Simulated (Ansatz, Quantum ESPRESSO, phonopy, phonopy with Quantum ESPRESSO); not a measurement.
# Raman-active zone-centre mode of fluorite-type CdF2 against volume: Grüneisen parameter in LDA and PBE

To read a uniform volume strain in a CdF2 crystal from a shift of its Raman line, we need the factor that turns wavenumber into volume. That factor is the mode Grüneisen parameter γ, the fractional fall in frequency per fractional rise in volume. We take it from harmonic frequencies of the highest tabled zone-centre mode, calculated without the macroscopic field, at volumes scaled about each level's own static volume V0. One series uses LDA with GBRV potentials, the other PBE with PAW potentials. We ask how far the two agree on γ, and whether that agreement extends to the frequency itself and to its shift with pressure. Measured frequencies are not compared here.

## Computational details

One crystal, CdF2 (fluorite-type), taken from a measured cell of the Crystallography Open Database (known phase), directly or through a relaxation at another level, and relaxed at each level to its static volume V0; then scaled volumes, with shape and atoms relaxed at fixed volume where symmetry leaves them free. Ansatz 0.2.0 rows: plane waves, scalar-relativistic, no spin-orbit coupling, no spin, the program's default PAW potentials at 420 eV, k meshes with a least product of divisions and cell-vector length from 30 to 32 Å, phonons by linear response on a 4×4×4 q mesh. Quantum ESPRESSO 7.5 rows: plane waves at 45 Ry, no spin, finite atomic displacements in 2×2×2 supercells with phonopy 4.10. The tabled runs alone: cutoff 420 to 612 eV, k length 22 to 32 Å. Warnings of the programs on runs behind the rows: phonon interpolation lacks quadrupole term (6 rows); vibrations at or below zero (V/V0 = 1.03 (PBE, PAW), V/V0 = 1.05 (PBE, PAW)).

Notes on method and selection:

- Minus the slope of ln ω against ln V is the mode Grüneisen parameter.
- Harmonic values at the static lattice; measured values carry thermal expansion and anharmonic shifts at their temperature.
- Runs that did not converge, have known faults or may not be shown are not listed, and runs on Ansatz's PAW sets soft_1 and soft_2 are kept to separate tables.

Columns:

- volume (Å³): volume per atom.
- lowest Γ mode (cm⁻¹): lowest optical mode at the zone centre, without the macroscopic field; negative means imaginary.
- pressure (GPa): static pressure at that volume, compression positive.
- lowest on path (cm⁻¹): lowest frequency along the high-symmetry path, interpolated; zero means stable, negative imaginary.
- highest Γ mode (cm⁻¹): highest optical mode at the zone centre, without the macroscopic field (no LO-TO term).

## The series

| member | level of theory | volume (Å³) | lowest Γ mode (cm⁻¹) | pressure (GPa) | lowest on path (cm⁻¹) | highest Γ mode (cm⁻¹) |
| --- | --- | --- | --- | --- | --- | --- |
| V/V0 = 0.97 | LDA, GBRV (Quantum ESPRESSO) | 12.085 | 261.1 | 4.25 | 0.0 | 336.8 |
| V/V0 = 0.985 | LDA, GBRV (Quantum ESPRESSO) | 12.272 | 250.5 | 2.07 | 0.0 | 327.5 |
| V/V0 = 1 | LDA, GBRV (Quantum ESPRESSO) | 12.459 | 240.0 | 0.08 | 0.0 | 318.4 |
| V/V0 = 1.015 | LDA, GBRV (Quantum ESPRESSO) | 12.646 | 229.7 | −1.75 | 0.0 | 309.6 |
| V/V0 = 1.03 | LDA, GBRV (Quantum ESPRESSO) | 12.833 | 219.6 | −3.42 | 0.0 | 301.1 |
| V/V0 = 1.045 | LDA, GBRV (Quantum ESPRESSO) | 13.019 | 209.7 | −4.96 | 0.0 | 292.8 |
| V/V0 = 1.06 | LDA, GBRV (Quantum ESPRESSO) | 13.206 | 200.0 | −6.36 | 0.0 | 284.8 |
| V/V0 = 0.97 | PBE, PAW | 13.313 | 212.4 | 3.06 | 0.0 | 300.9 |
| V/V0 = 0.985 | PBE, PAW | 13.519 | 202.7 | 1.47 | 0.0 | 292.8 |
| V/V0 = 1 | PBE, PAW | 13.725 | 193.1 | 0.00 | 0.0 | 285.0 |
| V/V0 = 1.015 | PBE, PAW | 13.931 | 183.6 | −1.34 | 0.0 | 277.5 |
| V/V0 = 1.03 | PBE, PAW | 14.137 | 174.2 | −2.57 | −14.0 | 270.2 |
| V/V0 = 1.05 | PBE, PAW | 14.411 | 161.9 | −4.05 | −50.0 | 260.7 |

Least-squares fits to the whole series, with x = volume (Å³); R² and errors in the fitted variable (y, or ln y where the fit is in ln y):

| y | level of theory | members | fit | R² | rms residual | leave-one-out rms | the same for the mean of the others |
| --- | --- | --- | --- | --- | --- | --- | --- |
| highest Γ mode (cm⁻¹) | LDA, GBRV (Quantum ESPRESSO) | 7 | ln y = 10.534 − 1.8915 ln x | 1.00 | 6.3×10⁻⁴ | 0.0010 | 0.065 |
| highest Γ mode (cm⁻¹) | PBE, PAW | 6 | ln y = 10.3841 − 1.80660 ln x | 1.00 | 4.6×10⁻⁴ | 8.6×10⁻⁴ | 0.058 |

## Interpretation

The mode softens at every step of expansion. LDA takes it from 336.8 to 284.8 cm⁻¹ between V/V0 = 0.97 and 1.06, and PBE from 300.9 to 260.7 cm⁻¹ between 0.97 and 1.05. The fitted γ is 1.89 in LDA and 1.81 in PBE, a difference of under 5 %.

In LDA at V0 this is the T2g mode, in which the two fluorine sublattices move against each other and cadmium stands still. We take the PBE rows to be the same mode, since in every row it lies well above the other optical mode. A model with two parameters follows in four steps.

1. Only fluorine moves, so ω² = k/m, where m is the fluorine mass and k an effective force constant. The mass is fixed, and all the volume dependence sits in k.

2. For rigid ions the opposed motion creates no net dipole, and at these cubic sites the electric fields of the two displaced sublattices cancel. What remains in k is short-range repulsion.

3. Let the repulsive energy of each pair fall as r⁻ⁿ. Its contribution to k contains second derivatives and terms of the form (first derivative)/r, which all fall as r⁻⁽ⁿ⁺²⁾.

4. In fluorite every distance scales as V^(1/3). Hence k ∝ V^(−(n+2)/3), and

ω = ω₁ (V/V₁)^(−γ), with γ = (n + 2)/6.

The parameters are ω₁, the frequency at a chosen volume V₁, and γ. The fitted slopes give n = 6 × 1.8915 − 2 = 9.3 in LDA and 6 × 1.8066 − 2 = 8.8 in PBE, ordinary sizes for repulsion between closed shells. In this model, expansion softens the mode because the repulsion that restores fluorine to its site fades quickly with distance.

## Testing the model

We fix the model on the two end members of the LDA series, V/V0 = 0.97 and V/V0 = 1.06:

γ = ln(336.8/284.8) / ln(13.206/12.085) = 1.8905

Two LDA members between them then follow.

- V/V0 = 1: 336.8 × (12.459/12.085)^(−1.8905) = 317.9 cm⁻¹; the table has 318.4.
- V/V0 = 1.03: 336.8 × (12.833/12.085)^(−1.8905) = 300.7 cm⁻¹; the table has 301.1.

The PBE series needs its own prefactor. At nearly equal volumes, 13.206 Å³ per atom in LDA and 13.313 in PBE, the frequencies are 284.8 and 300.9 cm⁻¹, so the two levels do not lie on one curve. We therefore keep the LDA exponent and start from the PBE frequency at V/V0 = 1, which is 285.0 cm⁻¹.

- V/V0 = 0.97: 285.0 × (13.313/13.725)^(−1.8905) = 301.9 cm⁻¹; the table has 300.9.
- V/V0 = 1.05: 285.0 × (14.411/13.725)^(−1.8905) = 259.9 cm⁻¹; the table has 260.7.

Borrowing γ from the other level thus costs about 1 cm⁻¹ at the ends of the PBE series. The choice of level matters far more for the frequency itself: at their own static volumes the two differ by 318.4 − 285.0 = 33.4 cm⁻¹. LDA is the higher there because its crystal is smaller; at nearly equal volume the order is reversed.

## Exceptions

Largest departures from the fit to the whole series:

| member | level of theory | highest Γ mode (cm⁻¹) | fit | computed − fit | computed / fit | in rms residuals (of ln y) |
| --- | --- | --- | --- | --- | --- | --- |
| V/V0 = 1.05 | PBE, PAW | 260.7 | 260.9 | −0.2 | 1.00 | 1.6 |
| V/V0 = 0.97 | LDA, GBRV (Quantum ESPRESSO) | 336.8 | 337.1 | −0.3 | 1.00 | 1.5 |
| V/V0 = 1.06 | LDA, GBRV (Quantum ESPRESSO) | 284.8 | 285.0 | −0.2 | 1.00 | 1.4 |
| V/V0 = 1.015 | PBE, PAW | 277.5 | 277.4 | +0.1 | 1.00 | 1.1 |

The power law misses by a few tenths of a cm⁻¹, but in a regular way: with the ends fixed, the LDA values worked out between them come out 0.4 to 0.5 cm⁻¹ too low. The assumption that fails is the constant exponent. Between neighbouring rows, γ is larger at the expanded end than at the compressed end:

- LDA, compressed end: ln(336.8/327.5) / ln(12.272/12.085) = 1.82
- LDA, expanded end: ln(292.8/284.8) / ln(13.206/13.019) = 1.94
- PBE, compressed end: ln(300.9/292.8) / ln(13.519/13.313) = 1.78
- PBE, expanded end: ln(270.2/260.7) / ln(14.411/14.137) = 1.86
 
A repulsion that decays exponentially would make γ grow roughly in proportion to the distance between ions. That is a rise of the right sign, but too small: between the middles of the two LDA intervals distances grow by a factor of ((13.019 + 13.206)/(12.085 + 12.272))^(1/3) = 1.025, while γ rises by nearly 7 %. A softening contribution that fades more slowly with distance could supply the rest; that is conjecture.

This drift does not explain the lower γ of PBE, whose larger volumes would push it upward. Functional and potentials both differ between the levels, and either may be responsible.

A different limit appears in PBE at V/V0 = 1.03 and 1.05, where the lowest frequency on the path is imaginary (−14.0 and −50.0 cm⁻¹). The T2g frequency still varies smoothly there, but if the interpolated path is right, it belongs to a lattice that is no longer stable at that level.

## What to take away

For uniform volume changes from 3 % compression to about 5 % expansion, γ is 1.8 to 1.9 at both levels. A fall of one percent in the wavenumber of the Raman line thus means a volume larger by about half a percent. The two levels agree less well on the shift with pressure. Between V/V0 = 0.985 and 1.015 it is (327.5 − 309.6)/(2.07 + 1.75) = 4.7 cm⁻¹ per GPa in LDA and (292.8 − 277.5)/(1.47 + 1.34) = 5.4 in PBE, because the PBE crystal is more compressible, which outweighs its lower frequency and lower γ.

The tabled frequencies leave out the macroscopic field. It raises the longitudinal branch of the polar mode, and in fluorides of this type it usually lifts that branch above T2g. The γ given here therefore belongs to the Raman line, not to the highest longitudinal mode of the real crystal.
